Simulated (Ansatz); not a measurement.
## FeO: pressure against volume per atom

Results calculated with Ansatz 0.2.0, not measured. Periodic Kohn-Sham DFT of a crystal at fixed atoms; pressure and stress are positive in compression; the energy is the free energy less that of spherical unpolarised free atoms; site moments are those in the method's own spheres, positive along +z.

Cell of the first row (space group Fm-3m, No. 225):
```
FeO
1.0
      0.0000     2.1113     2.1113
      2.1113     0.0000     2.1113
      2.1113     2.1113     0.0000
Fe O
1 1
Direct
  0.00000 0.00000 0.00000
  0.50000 0.50000 0.50000
```

Settings of every row: method frozen-core PAW; functional PBE; relativity scalar; k mesh 16x16x16; filling fermi-dirac; smearing width 0.08 eV; wave cutoff 420 eV; paw set soft_2.

Atom:
| element | start moment (bohr magneton) |
| --- | --- |
| Fe | 3 |
| O | 0 |

Limits: semilocal functional can close the gap of open d or f salts; with one magnetic atom in the cell only parallel moments are possible.

| row | volume per atom (Å³) | pressure (GPa) | cell moment (bohr magneton) |
| --- | --- | --- | --- |
| 1 | 9.412 | 12.846 | 3.99 |
| 2 | 9.707 | ? | ? |
| 3 | 10.007 | -0.008 | 3.999 |
| 4 | 10.307 | -5.09 | 4.001 |
| 5 | 10.608 | -9.384 | 4.003 |

Question: what pressure should row 2 give?

Worked fit of pressure. Take u = (V_r/V)^(2/3) − 1 with V_r = 10.157 Å³ an atom, which is twice the finite (Eulerian) strain; such expansions in the strain, on which the Birch-Murnaghan equation of state is built, carry the rest volume and the bulk modulus. The shown rows have u = 0.0521, 0.00997, -0.00973, -0.02855. Least squares give pressure = −2.6539 + 257.616 × u + 765.68 × u² GPa; a straight line predicts inner rows, each left out in turn, worse (root mean square 0.76 against 0.004 GPa). The rows lie off it by 0.000, 0.001, -0.002, 0.001. The pressure vanishes at u = 0.0100, or V = 10.01 Å³ an atom, and there the bulk modulus at fixed shape and fractions is B = −V dP/dV = (2/3)(1 + u) dP/du = 184 GPa. The withheld row has u = 0.03067, so the fit gives −2.6539 + 257.616 × (0.03067) + 765.68 × (0.03067)² = 5.967 GPa.

The calculation gave 5.983 GPa. The fit lies 0.016 GPa (0.072 % of the column's range) below it; its largest miss of a shown row is 0.002 GPa.

The other values of row 2: cell moment 3.997 bohr magneton.
